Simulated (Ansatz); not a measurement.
C: the change of quasiparticle gap with empty bands

One-shot G0W0 of a periodic cell, levels linearised as KS + Z (exchange less vxc + correlation) and counted from the highest filled KS level computed, band 0 the top filled and 1 the lowest empty, gaps between the KS band edges among the points computed. The results are calculated, by Ansatz 0.2.0-dev.

Structure of every row (space group Fd-3m, No. 227):
```
CELL_PARAMETERS angstrom
0.00000 1.78350 1.78350
1.78350 0.00000 1.78350
1.78350 1.78350 0.00000
ATOMIC_POSITIONS crystal
C 0.00000 0.00000 0.00000
C 0.25000 0.25000 0.25000
```

Settings of every row: orbitals functional PBE; datasets soft_paw first; wave cutoff 420 eV; k mesh 2x2x2; frequency treatment plasmon_pole; response cutoff 100 eV; zero transfer term analytic_weight; band sum cut; levels listed 6; exchange box ratio 2.

Limits: band sums or response cut, gap not at its basis limit; coarse mesh, values belong to these settings and can lie far from the converged crystal; gap read among the points solved, band edges can lie elsewhere; mesh can put the screening off by half or by several times, which moves the correction; soft datasets can miss the gap by over five per cent.

```
row  empty bands  quasiparticle gap (eV)  direct quasiparticle gap Γ (eV)  electronic dielectric constant
  1            4                  5.4364                           7.1568                          16.108
  2            9                       ?                                ?                               ?
  3           18                  5.0847                           6.8224                          16.226
  4           34                  5.0392                            6.744                          16.236
```

Question: what quasiparticle gap should row 2 give?

Worked fit of quasiparticle gap. Sums over empty bands approach their limit about as 1/N, so take t = 100/N. The shown rows have t = 25, 5.55556, 2.94118. Their means are 11.166 and 5.18677 eV; the sums about the means are S_tt = 290.5 and S_ty = 5.24, whose ratio is the slope. Least squares give quasiparticle gap = 4.98538 + 0.0180368 × t eV. The rows lie off it by 0.0001, -0.0009, 0.0008 (root mean square 0.0007 eV). The constant, 4.98538 eV, estimates the limit in this one setting, with the others as listed. The withheld row has t = 11.1111, so the fit gives 4.98538 + 0.0180368 × (11.1111) = 5.1858 eV.

The calculation gave 5.2097 eV. The fit lies 0.0239 eV (6 % of the column's range) below it; its largest miss of a shown row is 0.0009 eV.

The other values of row 2: direct quasiparticle gap Γ 7.005 eV; electronic dielectric constant 16.21.
